# Linear-parabolic growth of a single silicide or germanide layer

A compound layer of thickness $x$ grows between a nickel-rich source and a germanium substrate. Each Ni atom that makes the layer grow must cross the source-side interface, diffuse through the layer, and react at the Ge-side interface. These steps act in series. The resulting law has the form Deal and Grove gave for silicon oxidation (1965) and Gösele and Tu applied to thin-film couples (1982). The algebra is the same for silicides on Si.

**Units.** Hartree atomic units with $k_B=1$ are used, so temperatures are energies. The units of length, time, velocity, diffusivity and temperature are $a_0$, $\hbar/E_h=2.419\times10^{-17}$ s, $2.188\times10^{6}$ m/s, $\hbar/m_e=1.158$ cm²/s and $E_h/k_B=3.158\times10^{5}$ K.

## Premises

1. One compound layer grows. It is continuous and planar, so the problem is one-dimensional.
2. Only Ni moves. Positions $z$ and the Ni flux $J$ (atoms per area per time, positive towards Ge) refer to the Ge sublattice of the layer, whose volume per Ge atom, $\Omega$, does not depend on the Ni content.
3. The layer holds $r$ Ni atoms per Ge atom, so its Ni concentration is $C=r/\Omega$. It tolerates a narrow range of composition: $C_1^{\rm eq}$ in equilibrium with the source (interface 1) and $C_2^{\rm eq}$ in equilibrium with Ge (interface 2). The width is $\Delta C=C_1^{\rm eq}-C_2^{\rm eq}\ll C$. These equilibria are metastable when the phase diagram holds further phases that have not formed.
4. The source has a fixed ratio $r_s>r$ of Ni to Ge, with $r_s\to\infty$ for pure Ni. Ge dissolves a negligible amount of Ni.
5. The chemical diffusion coefficient $D$ of Ni is constant across the layer.
6. Each interface passes a flux proportional to the local departure from equilibrium, with rate constants $k_1$ and $k_2$ (velocities).
7. The concentration profile is quasi-steady: it relaxes much faster than $x$ changes.

The section on validity gives the size of what premises 1, 6 and 7 leave out.

## Step 1: three fluxes in series

Let $C_1$ and $C_2$ be the actual Ni concentrations in the layer at the two interfaces. Ni enters at interface 1 only if the layer there is undersaturated with respect to the source. It is consumed at interface 2 only if the layer there is supersaturated with respect to Ge. Premise 6 reads

$$J_{(1)}=k_1\,(C_1^{\rm eq}-C_1),\qquad J_{(2)}=k_2\,(C_2-C_2^{\rm eq}). \tag{1}$$

Inside the layer $\partial_t C=D\,\partial_z^2C$. Premise 7 drops the time derivative, so the profile is a straight line and the flux does not depend on $z$:

$$J=D\,\frac{C_1-C_2}{x}. \tag{2}$$

An interface stores no Ni, so $J_{(1)}=J=J_{(2)}$. Solving each relation for its concentration drop gives

$$C_1^{\rm eq}-C_1=\frac{J}{k_1},\qquad C_1-C_2=\frac{Jx}{D},\qquad C_2-C_2^{\rm eq}=\frac{J}{k_2}.$$

Adding the three removes the unknowns $C_1$ and $C_2$:

$$J=\frac{\Delta C}{1/k_{\rm eff}+x/D},\qquad \frac1{k_{\rm eff}}=\frac1{k_1}+\frac1{k_2}. \tag{3}$$

The terms $1/k_1$, $x/D$ and $1/k_2$ add like resistances, and the slower interface dominates $k_{\rm eff}$.

## Step 2: how much layer one transported atom makes

Ge is immobile, so the layer thickens only where Ge atoms are handed to it from a neighbour. Each such atom adds a volume $\Omega$.

At interface 2, a substrate Ge atom joins the layer when $r$ Ni atoms have arrived for it. Ge joins at the rate $J/r$ per area, and the layer gains $\Omega J/r$.

At interface 1, the Ni that feeds $J$ comes from decomposing the source. The source material belonging to one Ge atom holds $r_s$ Ni atoms. After conversion it keeps $r$ and releases $r_s-r$. Ge therefore joins at the rate $J/(r_s-r)$, and the layer gains $\Omega J/(r_s-r)$.

The variation of $r$ across the layer is dropped here, a relative change of order $\Delta C/N$ with $N$ defined next. The sum is

$$\frac{dx}{dt}=\Omega J\left[\frac1r+\frac1{r_s-r}\right]=\frac{\Omega\,r_s}{r\,(r_s-r)}J\equiv\frac{J}{N},\qquad N=C\left(1-\frac{r}{r_s}\right). \tag{4}$$

$N$ is the number of Ni atoms *transported* per unit volume of layer formed. It equals the Ni concentration $C$ only for a pure metal source.

- Ni$_5$Ge$_3$ between Ni and Ge: $r=5/3$, $r_s\to\infty$, $N=C$. All growth is at the Ge side.
- NiGe between Ni$_5$Ge$_3$ and Ge: $r=1$, $r_s=5/3$, $N=\tfrac25C$. The partial reactions are Ni$_5$Ge$_3\to$ 3 NiGe + 2 Ni and 2 Ni + 2 Ge $\to$ 2 NiGe. Two transported atoms make five formula units, three of them at the source side.

Setting $N=C$ for NiGe would understate both rate constants below by the factor $5/2$.

## Step 3: isothermal integration

Insert (3) into (4) and multiply numerator and denominator by $2D$:

$$\frac{dx}{dt}=\frac{B}{A+2x},\qquad A=\frac{2D}{k_{\rm eff}},\qquad B=\frac{2D\,\Delta C}{N}. \tag{5}$$

At constant temperature $A$ and $B$ are constants, and $(2x+A)\,dx=B\,dt$ integrates from $x(0)=x_0$ to

$$\boxed{x^2+Ax=B\,(t+\tau)},\qquad \tau=\frac{x_0^2+Ax_0}{B}. \tag{6}$$

The positive root is

$$x=\frac A2\left[\sqrt{1+\frac{4B(t+\tau)}{A^2}}-1\right]. \tag{7}$$

Only $A$ and $B$ can be fitted to $x(t)$. The values of $k_1$, $k_2$, $D$ and $\Delta C$ cannot be separated that way.

## Step 4: limits and crossover ($\tau=0$)

For $Bt\ll A^2$, the expansion $\sqrt{1+u}=1+u/2-u^2/8+\dots$ with $u=4Bt/A^2$ gives

$$x=\frac BA\,t\left(1-\frac{Bt}{A^2}+\dots\right),\qquad \frac BA=\frac{k_{\rm eff}\Delta C}{N}\equiv v .$$

The linear rate $v$ contains no $D$, and the relative correction is $x/A$ to leading order.

For $Bt\gg A^2$, factor out $\sqrt u$ and expand in $1/u$:

$$x=\sqrt{Bt}-\frac A2+\frac{A^2}{8\sqrt{Bt}}-\dots$$

The leading term is the parabolic law $x^2=Bt$, which contains no $k$. The interfaces leave a constant lag $A/2$, so the approach is slow, with relative correction $A/2x$.

The crossover is gradual. From (5) and (6), the local exponent is

$$\frac{d\ln x}{d\ln t}=\frac{t}{x}\frac{B}{A+2x}=\frac{x+A}{2x+A},$$

which falls smoothly from 1 to $1/2$. Three markers are in use, and a quoted crossover should say which is meant.

| marker | $x$ | $t$ |
|---|---|---|
| equal resistances, $x/D=1/k_{\rm eff}$ | $A/2$ | $3A^2/4B$ |
| equal terms in (6), $x^2=Ax$ | $A$ | $2A^2/B$ |
| the two asymptotes intersect | $A$ (on the asymptotes) | $A^2/B$ |

At $x=A$ on the true curve the exponent is $2/3$.

## Step 5: constant heating rate

Let $T=T_0+\beta t$ and $x(T_0)=0$. Take $D=D_0e^{-E_D/T}$ and $k_{\rm eff}=k_0e^{-E_k/T}$, with $\Delta C/N$ independent of $T$. A single $E_k$ requires that one interface dominates or that both share a barrier. Then

$$B=B_0e^{-E_D/T},\qquad v=v_0e^{-E_k/T},\qquad A=A_0e^{-(E_D-E_k)/T},$$

with $B_0=2D_0\Delta C/N$, $A_0=2D_0/k_0$ and $v_0=B_0/A_0$.

The rate equation (5) still holds at each instant under premise 7. The integrated law (6) does not, because $A$ can no longer be taken out of $\int A\,dx$. Integrating $(2x+A)\,dx=B\,dT/\beta$ and using $\int A\,dx=Ax-\int x\,dA$ gives, without further approximation,

$$x^2+A(T)\,x=S(T)+\int_{T_0}^{T}x\,dA,\qquad S(T)=\frac1\beta\int_{T_0}^TB\,dT'. \tag{8}$$

The last integral contains the unknown, but it can be bounded. Since $A+2x\ge A$, equation (5) gives $0\le x\le x_{\rm lin}$ with $x_{\rm lin}=\beta^{-1}\int_{T_0}^T v\,dT'$. Because $A$ is monotonic, $dA$ has one sign, and $\int x\,dA$ lies between $0$ and $\int x_{\rm lin}\,dA$. A second integration by parts, with $A\,dx_{\rm lin}=Av\,dT'/\beta=B\,dT'/\beta$, gives $\int x_{\rm lin}\,dA=Ax_{\rm lin}-S$. The right side of (8) therefore lies between $S$ and $Ax_{\rm lin}$. Define the effective time

$$t_E(T)=\frac{e^{E/T}}{\beta}\int_{T_0}^{T}e^{-E/T'}\,dT' ,$$

and write $t_D$ and $t_k$ for $E=E_D$ and $E=E_k$. Then $S=B(T)\,t_D$ and $Ax_{\rm lin}=A\,v\,t_k=B(T)\,t_k$, so

$$\boxed{x^2+A(T)\,x=B(T)\,t^*,\qquad t^*\ \text{between}\ t_D\ \text{and}\ t_k.} \tag{9}$$

The integrand $e^{-E(1/T'-1/T)}$ decreases with $E$, so the smaller barrier gives the longer time. The ends are the two limits: $t^*\to t_k$ when $x\ll A$ throughout, and $t^*\to t_D$ when $x\gg A$. For $E_D=E_k$ the bracket closes and (9) is an equality with a known time.

The integral is an exponential integral. Substituting $T'=T/w$,

$$\int_0^Te^{-E/T'}dT'=T\int_1^\infty\frac{e^{-wE/T}}{w^2}\,dw=T\,E_2(E/T)\simeq\frac{T^2}{E}e^{-E/T}\left(1-\frac{2T}{E}+\frac{6T^2}{E^2}-\dots\right), \tag{10}$$

where repeated integration by parts gives the asymptotic series. The integral from $T_0$ is the difference of two such terms. When the $T_0$ term is negligible, $t_E\approx T^2/\beta E$: only the last interval $T^2/E$ of the ramp counts.

**Completion temperature.** A finite film fixes the final thickness $X$. Setting $x=X$ in (9) with $t^*=t_D$ and with $t^*=t_k$ gives two temperatures that bracket the completion temperature $T_f$. With $t^*\approx T_f^2/\beta E^*$ and $E^*$ between the two barriers,

$$\ln\frac{\beta}{T_f^2}=-\frac{E_D}{T_f}-\ln\left(X^2+AX\right)+\ln\frac{B_0}{E^*}.$$

Differentiate with respect to $1/T_f$ at fixed $X$, using $d\ln A/d(1/T)=-(E_D-E_k)$ and neglecting the slow drift of $E^*$. The slope of this Kissinger-type plot is $-E_{\rm app}$ with

$$E_{\rm app}=\frac{X\,E_D+A\,E_k}{X+A}. \tag{11}$$

A ramp series on one film thickness thus yields a weighted mean of the two barriers, and the weight depends on $X/A$.

## Range of validity

**Quasi-steady profile (premise 7).** The ratio of the diffusion time $x^2/D$ to the growth time $x/\dot x$ is $x\dot x/D=\varepsilon\,2x/(A+2x)\le\varepsilon$, with $\varepsilon=\Delta C/N$. The correction can be found exactly in the parabolic limit with a pure metal source, where interface 1 stays at $z=0$. The profile $C=C_1^{\rm eq}-\Delta C\,{\rm erf}(z/2\sqrt{Dt})/{\rm erf}\lambda$ solves the diffusion equation and meets both boundary values if $x=2\lambda\sqrt{Dt}$. Equating the flux at $z=x$, $D\Delta C\,e^{-\lambda^2}/(\sqrt{\pi Dt}\,{\rm erf}\lambda)$, to $N\dot x=N\lambda\sqrt{D/t}$ gives $\sqrt\pi\,\lambda e^{\lambda^2}{\rm erf}\lambda=\varepsilon$. The left side is $2\lambda^2(1+2\lambda^2/3+\dots)$, so $4\lambda^2=2\varepsilon(1-\varepsilon/3+\dots)$ and $x^2=Bt\,(1-\varepsilon/3)$. In a ramp one also needs $x^2/D\ll t_D$.

**Single layer (premise 1).** Let NiGe (index $b$, $r_b=1$, flux $J_b$) lie between Ni$_5$Ge$_3$ (index $a$, $r_a=5/3$, flux $J_a$) and Ge while Ni remains. At the $a/b$ interface the net arrival $J_a-J_b$ converts $b$ into $a$, at $r_a-r_b$ Ni atoms per Ge atom. The count of Step 2 becomes

$$\dot x_a=\Omega_a\frac{J_a-J_b}{r_a-r_b},\qquad \dot x_b=\Omega_b\left[\frac{J_b}{r_b}-\frac{J_a-J_b}{r_a-r_b}\right]. \tag{12}$$

Multiplying the bracket by $r_b(r_a-r_b)$ shows that $\dot x_b>0$ requires $J_b/J_a>r_b/r_a=3/5$. By (3), $J_b$ is at most $k_{{\rm eff},b}\Delta C_b=N_bv_b$, reached at $x_b\to0$, while $J_a$ falls as $x_a$ grows. NiGe is suppressed only while $N_bv_b<\tfrac35J_a$. Beyond that both layers grow together and (12) replaces (5). In this test $J_a$ is driven by the range $\Delta C_a'$ that ends at equilibrium with NiGe, which is smaller than the $\Delta C_a$ that ends at metastable equilibrium with Ge. Without the finite $k_{{\rm eff},b}$, $J_b$ would diverge as $x_b\to0$ and no diffusive suppression would exist.

**Linear interface law (premise 6).** A thermally activated reaction is linear in its driving force only while the drop $\Delta\mu$ in Ni chemical potential at the interface is below about $T$. The total drop across a germanide is typically of order 0.01 to 0.02 $E_h$ per Ni atom, several times $T$, and at small $x$ all of it falls on the interfaces. The opposite extreme is a saturated interface that passes any flux up to $Nv$ with negligible drop, so $\dot x=\min(v,B/2x)$. Growth is linear up to $x=A/2$, reached at $t=A^2/2B$, and afterwards $t=A^2/2B+(x^2-A^2/4)/B=x^2/B+A^2/4B$. At $x=A$ this is $1.25\,A^2/B$ in place of $2A^2/B$, a factor of 1.6. Both limiting laws survive, while the shape of the crossover depends on premise 6 at this level.

**Other conditions.** If $D$ varies with $C$, the parabolic constant takes $\int D\,dC$ in place of $D\Delta C$, and (3) becomes an interpolation. In polycrystalline films at these temperatures $D$ is an average over grains and grain boundaries and changes if the grains grow. Before the nuclei coalesce the layer is not planar, so the law starts from some $x_0$ of a few nanometres and $\tau$ absorbs the delay. A mobile Ge species adds a second flux in parallel. Stress and interfacial contamination alter $k_1$, $k_2$ and $\Delta C$. The law ends when the source is used up.

## Illustration: Ni$_5$Ge$_3$, then NiGe, at 1 K/s

Take a Ni film of $500\,a_0$ on Ge, $T_0=0.950\times10^{-3}$, and $\beta=7.66\times10^{-23}$, which is 1 K/s. Stage $a$ turns Ni into Ni$_5$Ge$_3$, and stage $b$ turns Ni$_5$Ge$_3$ and Ge into NiGe. Approximate volumes per Ni atom, $1/C$, are 74 (Ni), 132 (Ni$_5$Ge$_3$) and 181 (NiGe) in $a_0^3$. Ni is conserved per unit area, so $X_a=500\times132/74=892$ and $X_b=500\times181/74=1223$.

The kinetic parameters are assumed inputs of plausible size, chosen to put both stages near the crossover. The temperatures that follow illustrate the law and are no prediction for a real film. In each stage both interfaces share $E_k$.

| | $a$: Ni$_5$Ge$_3$ | $b$: NiGe |
|---|---|---|
| $D_0$ (input) | 1.0 | 5.0 |
| $E_D$ (input) | 0.040 | 0.046 |
| prefactors of $k_1$, $k_2$ (input) | $1.0\times10^{-4}$, $2.0\times10^{-4}$ | $2.0\times10^{-3}$, $2.0\times10^{-3}$ |
| $E_k$ (input) | 0.034 | 0.042 |
| $\Delta C/C$ (input) | 0.020 | 0.004 |
| $\varepsilon=\Delta C/N$ | 0.020 | 0.010 |
| $k_0$ | $6.67\times10^{-5}$ | $1.00\times10^{-3}$ |
| $A_0$ | $3.00\times10^{4}$ | $1.00\times10^{4}$ |
| $B_0$ | 0.040 | 0.100 |

**Stage $a$.** Solving $X_a^2+AX_a=Bt^*$ with the full $E_2$ function gives $T=1.669\times10^{-3}$ for $t^*=t_k$ and $T=1.680\times10^{-3}$ for $t^*=t_D$. The purely parabolic estimate $X_a^2=Bt_D$ gives $1.637\times10^{-3}$. Inside the bracket, at $T_1=1.675\times10^{-3}$, the values are $A=8.3\times10^{2}$, $B=1.70\times10^{-12}$, $X_a/A=1.07$, $t_D=8.47\times10^{17}$ and $t_k=9.84\times10^{17}$. The term $2T/E_D$ in (10) is 0.084, so the leading term alone is too crude for three figures in $t_D$. The isothermal crossover time at $T_1$, $2A^2/B=8.19\times10^{17}$, is close to these times, as it must be when $X_a\approx A$. The final rate from (5) is $6.50\times10^{-16}$. Equation (11) gives $E_{\rm app}=0.037$.

**Is stage $a$ a single layer?** At $T_1$ and $x=X_a$, $J_a=\dot x/132=4.92\times10^{-18}$, while $N_bv_b=2.85\times10^{-19}$. The ratio is 0.058. It is proportional to $k_{{\rm eff},b}(1/k_{{\rm eff},a}+x_a/D_a)$, which rises with $x_a$ and, since 0.042 exceeds both 0.034 and 0.040, with $T$. The end of the stage is therefore the worst case. If the interface constants of $a$ are unchanged by the new neighbour, $J_a$ scales with $\Delta C_a'$, and NiGe stays suppressed for $\Delta C_a'/\Delta C_a>0.058/0.6$, which is 0.096 from the unrounded ratio. A thicker film or a faster NiGe interface removes this margin, so the test has to be repeated for every parameter set.

**Stage $b$.** The lower limit of the integrals is now $T_1$. For $E_D$ its term is 0.030 of the upper one at $T=1.90\times10^{-3}$, so it is kept, while the small uncertainty in $T_1$ hardly matters. The bracket is $1.899\times10^{-3}$ ($t_k$) to $1.904\times10^{-3}$ ($t_D$). At $1.90\times10^{-3}$, $A=1.2\times10^{3}$ and $X_b/A=1.00$.

**Neglected terms in stage $a$.** A relative change $\delta$ in the required $Bt^*$ moves the completion temperature by about $\delta\,T^2/E_D$. The quasi-steady correction $\varepsilon/3=0.0067$ is worth 0.15 K, and $X_a^2/(D\,t_D)=0.022$ is small. The ratio $\Delta\mu/T_1$ is 6 to 12 for the range quoted above, and the saturated extreme, with $\delta=\ln1.6$, would lower the temperature by about 10 K. That is as large as the whole interface delay found below. The temperatures are good to the kelvin only within the linear interface model.

**Conversion.**

| quantity | stage $a$ | stage $b$ |
|---|---|---|
| final thickness from 26.5 nm Ni | 47.2 nm | 64.7 nm |
| $E_D$, $E_k$ | 1.09 eV, 0.93 eV | 1.25 eV, 1.14 eV |
| $D_0$ | 1.16 cm²/s | 5.79 cm²/s |
| $k_0$ | 146 m/s | $2.2\times10^3$ m/s |
| $A$ near completion | 44 nm | 64 nm |
| completion temperature | 527 to 530 K | 600 to 601 K |

The ramp starts at 300 K. Near the end of stage $a$, $B=197$ nm²/s, the layer grows at 1.42 nm/s, $t_D=20.5$ s, $t_k=23.8$ s, and $2A^2/B=19.8$ s. The parabolic law alone would finish stage $a$ at 517 K, so the two interface reactions delay it by 10 to 13 K, against a bracket 3 K wide. A series of ramp rates on this film would show $E_{\rm app}=1.0$ eV, between the 1.09 eV of diffusion and the 0.93 eV of the interfaces.